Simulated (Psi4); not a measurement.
# SiSbH3F2 (SMILES [F][Sb]([F])[SiH3]): the HOMO–LUMO gap, rung by rung

The species is SiSbH3F2 (7 atoms), meant as a singlet with charge 0. SMILES: `[F][Sb]([F])[SiH3]`. Geometry: optimised at PBE0/def2-TZVP.

Quantity: the HOMO–LUMO gap, in eV. The values are calculated.

```json
{"level": "PBE-D4/def2-TZVPP (density fitting, core potential)", "kind": "GGA", "program": "Psi4", "value (eV)": "3.70", "CPU time": "51 s"}
{"level": "r2SCAN-D4/def2-TZVPP (density fitting, core potential)", "kind": "meta-GGA", "program": "Psi4", "value (eV)": "4.15", "CPU time": "3.3 min"}
{"level": "B3LYP-D4/def2-TZVPP (density fitting, core potential)", "kind": "global hybrid", "program": "Psi4", "value (eV)": "5.15", "CPU time": "53 s"}
{"level": "PBE0-D4/def2-TZVPP (density fitting, core potential)", "kind": "global hybrid", "program": "Psi4", "value (eV)": "5.57", "CPU time": "59 s"}
{"level": "wB97M-V/def2-TZVPP (density fitting, core potential)", "kind": "range-separated hybrid", "program": "Psi4", "value (eV)": "9.40", "CPU time": "3.8 min"}
```

The values span 3.70 to 9.40 eV. Orbital gaps aren't excitation energies; they tend to grow with the share of exact exchange. Times are those of the runs behind each value, whatever else they computed, on shared processors of several kinds: orders of magnitude only.

Every level leaves a clear gap between filled and empty orbitals, as expected for a closed-shell Sb(III) compound, but its size is poorly fixed. The step from PBE0 (5.57 eV) to wB97M-V (9.40 eV) exceeds the whole spread among the other four levels, probably because full exchange at long range binds the occupied orbitals more deeply and removes the artificial stabilisation of the empty ones. The wB97M-V value is thus the most plausible estimate of the gap between ionisation energy and electron affinity in the isolated molecule, where no surrounding medium screens the added charge.

Chemically, the HOMO is probably the antimony lone pair mixed with the Si–Sb σ bond, which lies higher than the strongly polar Sb–F bonds. The LUMO is probably antimony-centred and σ* in character, the kind of orbital that makes antimony(III) fluorides Lewis acids. How far the silyl group itself narrows the gap can't be judged without a comparison such as SbF3.
